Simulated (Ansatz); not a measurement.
P₂O: the change of pressure with volume per atom

Results calculated with Ansatz 0.2.0 development build, not measured. Equation of state of a cubic crystal from periodic Kohn-Sham density functional theory without spin; pressure corrected for the finite basis.

Cell of the first row (space group Fm-3m, No. 225):
```
P2O
1.0
      0.0000     2.6593     2.6593
      2.6593     0.0000     2.6593
      2.6593     2.6593     0.0000
P O
2 1
Direct
  0.25000 0.25000 0.25000
  0.75000 0.75000 0.75000
  0.00000 0.00000 0.00000
```

Settings of every row: formula P2O; structure type antifluorite; functional PBE; spin treatment none; k mesh 18x18x18; occupation method fermi-dirac; occupation width 0.061225619 eV; wave cutoff 700 eV; datasets hard PAW; density cutoff ratio 4.

Limits: a cubic model structure, not a phase known at ambient conditions; the SCF threshold is loose for a stress in some rows.

```csv
row,volume per atom (Å³),pressure (GPa),energy above lowest point (meV/atom)
1,12.538,7.019,16.7
2,12.805,4.451,7.19
3,13.071,2.122,1.75
4,13.338,?,?
5,13.605,-1.894,1.59
```

Question: what pressure should row 4 give?

Worked fit of pressure. Take u = (V_r/V)^(2/3) − 1 with V_r = 12.938 Å³ an atom, which is twice the finite (Eulerian) strain; such expansions in the strain, on which the Birch-Murnaghan equation of state is built, carry the rest volume and the bulk modulus. The shown rows have u = 0.02116, 0.00691, -0.0068, -0.03296. Least squares give pressure = 3.2582 + 169.399 × u + 396.52 × u² GPa; a straight line predicts inner rows, each left out in turn, worse (root mean square 0.18 against 0.0068 GPa). The rows lie off it by -0.001, 0.003, -0.003, 0.000. The pressure vanishes at u = -0.0202, or V = 13.34 Å³ an atom, and there the bulk modulus at fixed shape and fractions is B = −V dP/dV = (2/3)(1 + u) dP/du = 100 GPa. The withheld row has u = -0.02009, so the fit gives 3.2582 + 169.399 × (-0.02009) + 396.52 × (-0.02009)² = 0.015 GPa.

The calculation gave 0.013 GPa. The fit lies 0.002 GPa (15 % of the value, 0.022 % of the column's range) above it; its largest miss of a shown row is 0.003 GPa.

The other values of row 4: energy above lowest point 0 meV/atom.
